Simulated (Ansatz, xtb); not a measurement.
# Redistribution: CBrCl2F + C2H3ClF2 → C2H3Cl2F + CBrClF2

Species: CBrCl2F `FC(Cl)(Cl)Br`, singlet; C2H3ClF2 (1-chloro-1,1-difluoroethane) `CC(F)(F)Cl`, singlet; C2H3Cl2F (1,1-dichloro-1-fluoroethane) `CC(F)(Cl)Cl`, singlet; CBrClF2 `FC(F)(Cl)Br`, singlet. The partners trade Br for CH3; both sit on C, so the bond types are kept.

Shapes, held fixed at every level: PBE0-D4/def2-TZVP. Programs: Ansatz 0.2.0, xtb 6.7.1. The zero-point and thermal change to 298 K, harmonic and unscaled (PBE0-D4/def2-TZVP), is +0.2 kJ/mol.

```
              level                    kind  ΔH(298 K) (kJ/mol)  less CCSD(T)/def2-TZVPP
           GFN1-xTB          semi-empirical                -3.7                     -2.3
      HF/def2-TZVPP            Hartree–Fock                -1.8                     -0.4
   SPW92/def2-TZVPP                     LDA                -2.5                     -1.1
BHLYP-D4/def2-TZVPP           global hybrid                -0.8                     +0.6
 wB97M-V/def2-TZVPP  range-separated hybrid                -1.9                     -0.5
  B2PLYP/def2-TZVPP           double hybrid                -0.9                     +0.5
       MP2/def2-SVP     perturbation theory                -2.0                     -0.6
   CCSD(T)/def2-SVP   coupled cluster or CI                -2.7                     -1.3
 CCSD(T)/def2-TZVPP   coupled cluster or CI                -1.4                      0.0
```

The highest level, CCSD(T)/def2-TZVPP, gives ΔH(298 K) = -1.4 kJ/mol; the levels span -3.7 to -0.8. That is about zero within the method's error. The column of differences is taken from that level and isn't an error. No measured value is set beside it here. Relativity is left out for Br unless named. Correlated rows may include outer-core shells of Br, which these sets cover unevenly.

The exchange is essentially thermoneutral. Every level gives a slightly negative enthalpy, but the values are too small for the shared sign to establish a preference for the products. The near-cancellation follows from what is conserved: not only the bond types but also the geminal F/F and Cl/Cl pairs are the same on both sides. What remains is the exchange of one Br/Cl and one CH3/F contact for one Br/F and one CH3/Cl contact. Relief of crowding between the two heavier halogens is probably offset by the loss of a favourable arrangement of methyl and fluorine on the same carbon, though the totals cannot separate these effects.

Hartree–Fock, at -1.8 kJ/mol, already lies close to the highest level, which suggests that correlation energies largely cancel between the two sides. Enlarging the basis moves CCSD(T) from -2.7 to -1.4 kJ/mol, a shift comparable to the reaction enthalpy itself, so the ordering of the methods carries little chemical meaning. The position of equilibrium would also depend on the reaction entropy, which isn't given.
